Relaxed forms of Ga₂SnO₄, computed with Ansatz 0.2.0 using the PBE functional, scalar-relativistic PAW and a plane-wave cutoff of 420 eV, without spin polarization or a dispersion correction. Cell and atoms were both relaxed, keeping the symmetry of each starting structure.

| space group number | found from | atoms in cell | volume per atom (Å³) | closest atoms (Å) | energy over the lowest form listed (meV/atom) |
| --- | --- | --- | --- | --- | --- |
| 1 | search | 7 | 16.27 | 1.830 | 0 |
| 121 | search | 7 | 15.90 | 1.890 | 132 |
| 227 | search | 14 | 12.82 | 2.070 | 145 |
| 182 | search | 14 | 15.42 | 1.820 | 162 |
| 166 | search | 7 | 13.59 | 1.810 | 194 |
| 69 | search | 7 | 20.62 | 1.890 | 213 |

The P1 cell, which has no symmetry beyond the lattice translations, is the most stable of these six forms of Ga₂SnO₄. The next one, space group 121, lies 132 meV/atom higher, or 0.92 eV per formula unit. That single step is larger than the 81 meV/atom over which the other five forms are spread. The spinel (227), the structure that many gallates of divalent metals adopt, comes only third. The word "search" in the table covers several origins: forms 1 and 69 began as random cells, 121 as a known type with its elements swapped, and 227, 182 and 166 as types built by hand.

A likely reason is the tin. The formula balances as Ga³⁺ and Sn²⁺, and Sn²⁺ keeps two 5s electrons that it doesn't give up to oxygen. In a site where the pulls of the oxygen neighbours cancel, this pair sits in a filled antibonding level made of tin 5s and oxygen 2p. If tin moves towards some of its oxygens, its empty 5p orbitals can mix in and lower that level, and the pair then points to the open side. Tin therefore tends to prefer a one-sided set of neighbours.

Only P1 leaves tin free to do this, though it frees gallium and oxygen as well, and the ranking alone can't separate the two effects. In the other five cells the symmetry of the tin site allows no one-sided shift, and the relaxation kept that symmetry, so tin had to stay at the centre. Zn²⁺ and Mg²⁺ have no such pair and sit well in a regular site, and their gallates are familiar spinels.

Form 182, a stuffed tridymite, gives a useful comparison. Its volume is only 5% below that of P1, its shortest contact is the same within 0.01 Å, and both forms have wide band gaps. Yet it lies 162 meV/atom higher. This fits the picture of tin held at the centre, but it doesn't isolate that effect, because the oxygen framework differs too and is also held by symmetry. The atomic charges and Sn–O distances that would test the explanation are not available here. The charges matter because no symmetry makes the two gallium atoms in P1 alike, and Ga⁺ with Ga³⁺ and Sn⁴⁺ would balance the formula too.

The spinel has a second handicap, which is size. Its tin sits in a small cavity between four oxygens, and Sn²⁺ is large for it. Making room pushes the oxygens away from tin and towards gallium, so the whole cell has to swell as well, and here that seems to have left the gallium bonds somewhat stretched. No two atoms in this cell are closer than 2.07 Å, so every Ga–O bond is at least that long, against roughly 2.0 Å as usual for Ga³⁺ with six oxygens. The tendency of PBE to give slightly long bonds may account for some of the difference.

Pressure is the plainest way to reverse the order, because the spinel packs its atoms into 21% less volume than P1. Pressure adds an energy cost in proportion to volume, so the looser form pays more, and the two become equal when pressure times the volume difference makes up the energy difference. For P1 and the spinel this is 0.145 eV divided by 3.45 Å³, or 0.042 eV/Å³, which is about 7 GPa. The estimate has no adjustable parameter and treats both forms as incompressible. The looser form is usually the softer one and loses part of its volume handicap under load, so compression should move the crossing higher. A spinel that gained energy by moving its tin off centre would bring it down again.

The same comparison shows where the method matters. PBE without a dispersion term often places dense forms somewhat too high, and a better treatment would then help the spinel. When the number of neighbours changes, common functionals can differ by tens of meV/atom, and sometimes by more. The lead of P1 over the spinel would survive an ordinary error of this kind, though not with certainty. The 13 meV/atom between form 121 and the spinel might not, and if neither form were compressed, less than 1 GPa would exchange those two.

Heat is a weaker threat to P1. These energies leave out atomic vibrations, and at 1000 K form 121 would need an extra entropy of about 1.5 k_B per atom (k_B is Boltzmann's constant) to draw level. Solid forms of one compound typically differ by a few tenths of that unit or less.

The most serious doubt concerns the symmetry itself. The five upper forms may be balanced on saddle points, and small remaining forces wouldn't exclude this, since the forces vanish at a saddle point too. Once released and relaxed again, each form can only keep its energy or lower it. The margins in the table are therefore upper limits for whatever these forms would relax into, and one of them might end level with P1 or below it.

The first thing to do is to move tin off centre in each of the five upper cells, shift the other atoms slightly, and relax again without symmetry. Doubled cells should be tried too, for P1 as well, because a cell with a single tin atom can't show neighbouring tins moving in opposite directions. Whatever part of P1's lead disappears when the symmetry is released came from the constraint and not from the type of structure. The forms that remain close should then be compared with a second functional and with dispersion included. For a synthesis, the energy of P1 must also be set against a mixture of Ga₂O₃ and SnO, and against one with tin metal and SnO₂ in place of SnO, because being the best of six candidates doesn't show that the compound will form. The output below lists the margins and crossing pressures.

Printed output of the fit:

```
Steps up the ranking:
  row  space group number  energy over P1 (meV/atom)  step from the form below (meV/atom)  volume less that of P1 (A^3/atom)
    1                   1                          0                                  n/a                                  0
  121                 121                        132                                  132                              -0.37
  227                 227                        145                                   13                              -3.45
  182                 182                        162                                   17                              -0.85
  166                 166                        194                                   32                              -2.68
   69                  69                        213                                   19                               4.35
Spread of the five upper forms (meV/atom): 81
Margin of P1 over I-42m per formula unit (eV): 0.924
Margin of P1 over the spinel per formula unit (eV): 1.015
Margin of I-42m over the spinel per formula unit (eV): 0.091
Rank correlation of energy with volume, six forms: 0.02857
Spinel volume below that of P1 (percent): 21.2
P6_322 volume below that of P1 (percent): 5.224
P6_322 shortest contact less that of P1 (A): -0.01
P6_322 band gap less that of P1 (eV): -0.253
Spinel shortest contact, lower bound of its Ga-O bond (A): 2.07
Pressure for the spinel to overtake P1, no compression (GPa): 6.734
Pressure for R-3m to overtake P1, no compression (GPa): 11.6
Pressure for the spinel to overtake I-42m, no compression (GPa): 0.6762
Extra entropy I-42m needs to overtake P1 at 1000 K (kB per atom): 1.532
Extra entropy the spinel needs to overtake P1 at 1000 K (kB per atom): 1.683
```
